## Appendix: how the lattice parameter of a gold nanoparticle responds to size, surface, shape, temperature and embedding

Take a gold particle of diameter $D=5$ nm and change one thing at a time, staying within $D=2$ to 10 nm. In which direction does the mean lattice parameter move, and how far?

### Result and conventions

The strain $\varepsilon=\Delta a/a_0$ is linear and counted from the bulk lattice parameter at the same temperature. The surface stress $f$ is half the trace of the surface stress tensor, a force per current length, positive when tensile. It is related to the surface free energy $\gamma$ per current area by $f=\gamma+A\,\partial\gamma/\partial A$ under elastic stretching (Shuttleworth 1950), and it is $f$ that loads a solid.

Apply a virtual uniform dilation $\delta\mathbf u=\eta\,\mathbf x$ to a free particle in equilibrium. The bulk stress contributes the work $-3V\langle P\rangle\eta$ and the surface stress $2A\langle f\rangle\eta$. The sum vanishes, so for any shape, line stresses at edges neglected,

$$\langle P\rangle=\frac{2\langle f\rangle A}{3V}$$

(Weissmüller and Cahn 1997). A sphere of radius $R=D/2$ with uniform $f$ has the uniform pressure $2f/R$. In a cubic crystal the trace of the strain is $-P/B$ at every point, with $B=(C_{11}+2C_{12})/3$, so $C_{44}$ does not enter the linear relation between mean dilation and mean pressure. Write $f=\tau_0+K_s\varepsilon$, where $K_s=2(\lambda_s+\mu_s)$ in the surface Lamé constants of Gurtin and Murdoch (1975). Then $-3B\varepsilon=2(\tau_0+K_s\varepsilon)/R$ gives

$$\varepsilon=-\frac{2\tau_0}{3BR+2K_s},\qquad \varepsilon_0\equiv-\frac{2\tau_0}{3BR}.$$

**Inputs.** The compiled room-temperature values $C_{11}=192.44$ GPa and $C_{12}=162.98$ GPa (Blaschke) give $B=172.80$ GPa $=1078.5$ eV nm$^{-3}$. Should these constants be adiabatic, the isothermal modulus is smaller by the factor $1+3\alpha\gamma_GT$. With the compiled $\alpha=14.2\times10^{-6}$ K$^{-1}$ at 293 K (Kaye and Laby Online) and a typical Grüneisen parameter $\gamma_G\approx3$, all elastic strains of the free particle would be 4 % larger. For clean gold, $\tau_0$ is typically 1 to 4 N/m (6 to 25 eV nm$^{-2}$); we assume $\tau_0=15$ eV nm$^{-2}$ (2.4 N/m). At $D=5$ nm the model gives $P=1.9$ GPa, $\varepsilon_0=-0.37$ %, and $\Delta a=-0.015$ Å for $a_0\approx4.08$ Å.

### Size, surface stiffness and bulk anharmonicity

*Reasoning.* Area per volume scales as $1/R$, so shrinking the particle from 10 to 2 nm should multiply the contraction by five. A surface with $K_s>0$ loses tension as it contracts and weakens the effect; $K_s<0$ strengthens it. The bulk stiffens under pressure and weakens it too.

*Calculation.* The $K_s$ correction is of second order in $1/R$, so every term of that order has to be kept. Let $R$ now be the unstrained radius and use the Murnaghan equation with $B'=\partial B/\partial P$:

$$\frac{B}{B'}\left[(1+\varepsilon)^{-3B'}-1\right]=\frac{2(\tau_0+K_s\varepsilon)}{R(1+\varepsilon)}.$$

Multiplying by $1+\varepsilon$ and expanding gives $-3BR\,\varepsilon\,[1-\tfrac12(3B'-1)\varepsilon]=2\tau_0+2K_s\varepsilon$, and one iteration yields

$$\varepsilon\simeq\varepsilon_0\left[1+\left(\frac{K_s}{\tau_0}+\frac{3B'-1}{2}\right)\varepsilon_0\right].$$

With a typical $B'\approx6$ the bulk term is 8.5. An illustrative $K_s=\pm30$ eV nm$^{-2}$ (4.8 N/m) gives $K_s/\tau_0=\pm2$. The table lists $\varepsilon$ in per cent; the third decimal serves only to compare versions of the model.

| $D$ (nm) | $2\tau_0/R$ (GPa) | $\varepsilon_0$ | linear, $K_s=+30$ | linear, $K_s=-30$ | Murnaghan, $K_s=0$ |
|---|---|---|---|---|---|
| 2 | 4.8 | −0.927 | −0.910 | −0.945 | −0.861 |
| 5 | 1.9 | −0.371 | −0.368 | −0.374 | −0.360 |
| 10 | 0.96 | −0.185 | −0.185 | −0.186 | −0.183 |

The factor five becomes 4.7. At 2 nm the surface stiffness changes the strain by 2 % and the anharmonicity by 7 %. A $K_s$ fitted with the linear formula would therefore absorb the larger term $(3B'-1)\tau_0/2$. The radius itself is ambiguous by about half a (111) spacing, $d_{111}=a_0/\sqrt3=0.236$ nm, which is 12 % of $R$ at $D=2$ nm and outweighs both.

### Surface charge

*Reasoning.* In the usual picture the tension of a clean metal surface comes from electrons that strengthen the in-plane bonds of the outer layer. Removing electrons at an electrode should lower $f$ and let the lattice expand.

*Calculation.* With $\Delta f=\varsigma q$, a typical $\varsigma\approx-2$ V for gold and $q=+0.5\,e$ nm$^{-2}$ (0.080 C m$^{-2}$, or 39 elementary charges on the 5 nm sphere), $\Delta f=-1$ eV nm$^{-2}$ and

$$\Delta\varepsilon=-\frac{2\Delta f}{3BR}=+0.025\ \%.$$

Differentiating the second-order formula at $K_s=0$ multiplies this by $1+(3B'-1)\varepsilon_0$, a reduction of 6 %.

### Shape at fixed volume

*Reasoning.* The sphere has the least area for its volume, so at equal $\langle f\rangle$ every faceted shape contracts more.

*Calculation.* The mean strain is $\varepsilon_0$ times the ratio of the area to that of the equal-volume sphere, $(36\pi)^{1/3}V^{2/3}$. The regular truncated octahedron of edge $s$ has $A=(6+12\sqrt3)s^2$ and $V=8\sqrt2\,s^3$, giving the ratio 1.10 and $\langle\varepsilon\rangle=-0.41$ %. The octahedron has $A=2\sqrt3\,s^2$ and $V=\sqrt2\,s^3/3$, giving 1.18 and $-0.44$ %. A flat facet exerts no normal pressure; the load enters at the edges, and the strain is not uniform. A difference of 10 to 20 % in $\langle f\rangle$ between facet types would be as large as the geometric effect, so the sign for a real change of habit needs $f$ for each facet.

### Temperature

*Reasoning.* Heating expands the lattice. It also softens the bulk, so the same surface stress compresses it more, and the particle should expand less than bulk gold.

*Calculation.* The contraction at 5 nm equals bulk thermal expansion over $|\varepsilon_0|/\alpha=2.6\times10^2$ K. The particle has $\alpha_p=\alpha+d\varepsilon_0/dT$ to first order in $\varepsilon_0$. With $d\ln R/dT=\alpha$ and $d\ln B/dT=-3\alpha\delta_T$, which defines the Anderson–Grüneisen parameter $\delta_T$,

$$\frac{\alpha_p-\alpha}{\alpha}=\varepsilon_0\left[3\delta_T-1+\frac1\alpha\frac{d\ln\tau_0}{dT}\right].$$

For constant $\tau_0$ and an approximate $\delta_T\approx6$ the change is $-6$ % at 5 nm. Heating by 100 K then expands the lattice by 0.13 % where the bulk expands by 0.14 %. The last term cancels the reduction if $d\ln\tau_0/dT=-2.4\times10^{-4}$ K$^{-1}$, a loss of only 2.4 % of the surface stress per 100 K. Bulk data alone therefore do not fix the sign of $\alpha_p-\alpha$.

### Embedding in silica

This is the situation of a metal nanocrystal in a memory oxide.

*Reasoning.* A bonded matrix must be pulled inwards with the particle and resists by shear, so the contraction weakens. On cooling, gold shrinks more than silica and is held in tension, which raises the lattice parameter further.

*Calculation.* Take an infinite isotropic matrix of shear modulus $G$. Let particle and cavity fit without stress at the anneal temperature when $f=0$, and let $\varepsilon^*=(\alpha-\alpha_m)\Delta T$ be the thermal misfit. If the interface moves by $eR$ relative to the unstressed cavity, the matrix displacement is $eR^3/r^2$. It is free of divergence, so its radial stress at the interface is $2G\,\partial_ru=-4Ge$. Inside, the stress is $3B(e-\varepsilon^*)$. The outer minus the inner radial stress equals $2f/R$, and the lattice strain is

$$\varepsilon=e-\varepsilon^*=-\frac{2f/R+4G\varepsilon^*}{3B+4G}.$$

A typical $G\approx31$ GPa (193 eV nm$^{-3}$) for silica scales the capillary part by $3B/(3B+4G)=0.81$, to $-0.30$ % if the interface stress is kept at $\tau_0$. Cooling by an illustrative 500 K, with typical $\alpha_m\approx0.5\times10^{-6}$ K$^{-1}$ and both coefficients held constant, adds $+0.13$ % at every size. The net strain at 5 nm is $-0.17$ %, and it passes through zero at $D=f/(G|\varepsilon^*|)=11$ nm. This presumes that the weak gold–silica bond holds and that nothing relaxes. The interface stress generally differs from $\tau_0$, and its value is the largest unknown here.

### Ranking of the responses

Changes of the lattice parameter from the linear 5 nm sphere, in per cent of $a_0$:

| Change | $\Delta a/a_0$ (%) |
|---|---|
| $D$: 5 → 2 nm | −0.56 |
| heating by 100 K, $\tau_0$ fixed | +0.13 |
| cooling misfit in silica, 500 K | +0.13 |
| shear constraint of silica | +0.07 |
| sphere → octahedron | −0.07 |
| sphere → truncated octahedron | −0.04 |
| charge $+0.5\,e$ nm$^{-2}$ | +0.025 |
| $B'=6$ included | +0.011 |
| $K_s=+30$ eV nm$^{-2}$ included | +0.003 |

These numbers are the model's. The assumed $\tau_0$ was chosen in the middle of a typical range that is itself partly inferred from particle contractions, so the contraction of about one per cent at 2 nm is typical of bare gold particles by choice and tests nothing. The ratios (size scaling, shape factor, matrix factor) depend little or not at all on $\tau_0$. At $D=2$ nm a shell of thickness $d_{111}$ holds $1-(1-d_{111}/R)^3=55$ % of the volume. Bonds at low-coordinated surface sites typically shorten more than those of the core, so the uniform strain tends to underestimate the shortening of the mean nearest-neighbour distance at that size, by up to roughly a factor of two.